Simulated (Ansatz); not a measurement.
# Abstraction of H: CH4S2 + C2H7InN → CH3S2 + C2H8InN

Gas-phase species: CH4S2 (methyl hydrodisulfide) `CSS`, singlet; C2H7InN `C[N](C)[InH]`, doublet; CH3S2 (methyldithio radical) `CS[S]`, doublet; C2H8InN `C[N](C)[InH2]`, singlet. A radical takes H: the energy is the difference in strength between the S–H bond broken and the In–H bond made.

Shapes, held fixed at every level: PBE0-D4/def2-TZVP. Flexible molecules stand in one conformer, not always the lowest. Programs: Ansatz 0.2.0. Electronic energies: no zero-point or thermal term.

Question: Estimate ΔE of this reaction.

Answer: The highest level, CCSD(T)/def2-TZVPP, gives ΔE = -6.3 kJ/mol; the levels span -12.3 to +2.0. They disagree on the sign: 2 of 8 are positive. The column of differences is taken from that level and isn't an error. No measured value is set beside it here. Open shells run unrestricted. For atoms past krypton def2 sets carry core potentials with scalar relativity. Outer-core shells of In are correlated, in sets that cover them unevenly.

| level | kind | ΔE (kJ/mol) | less CCSD(T)/def2-TZVPP |
| --- | --- | --- | --- |
| MP2/def2-TZVPP | perturbation theory | +1.6 | +7.9 |
| HF/def2-TZVPP | Hartree–Fock | +2.0 | +8.3 |
| r2SCAN-D4/def2-TZVPP | meta-GGA | -7.7 | -1.4 |
| PBE0-D4/def2-TZVPP | global hybrid | -3.3 | +3.0 |
| wB97M-V/def2-TZVPP | range-separated hybrid | -4.6 | +1.7 |
| wB97X-V/def2-TZVPP | range-separated hybrid | -12.3 | -6.0 |
| B2PLYP/def2-TZVPP | double hybrid | -6.9 | -0.6 |
| CCSD(T)/def2-TZVPP | coupled cluster or CI | -6.3 | 0.0 |

The transfer is close to thermoneutral, with a slight preference for the In–H bond at the coupled-cluster level and with every density functional. Two rather weak bonds are being exchanged. Loss of H from the hydrodisulfide leaves a perthiyl radical whose unpaired electron occupies a π* orbital spread over both sulfur atoms. This three-electron π interaction makes the S–H bond weaker than in an ordinary thiol, from which the same abstraction would probably be uphill. On the other side, the diffuse valence orbitals of indium limit overlap with H 1s, but capping the radical restores the favoured In(III) state.

Hartree–Fock and MP2 alone give a positive sign. Their near agreement isn't convergence, since coupled cluster lies well below both; spin contamination of the delocalised perthiyl radical may contribute to the MP2 error. Vibrational zero-point energy would probably favour the products further, because a stiff S–H stretch is replaced by a softer In–H one. The small reaction energy says nothing about the barrier to transfer.
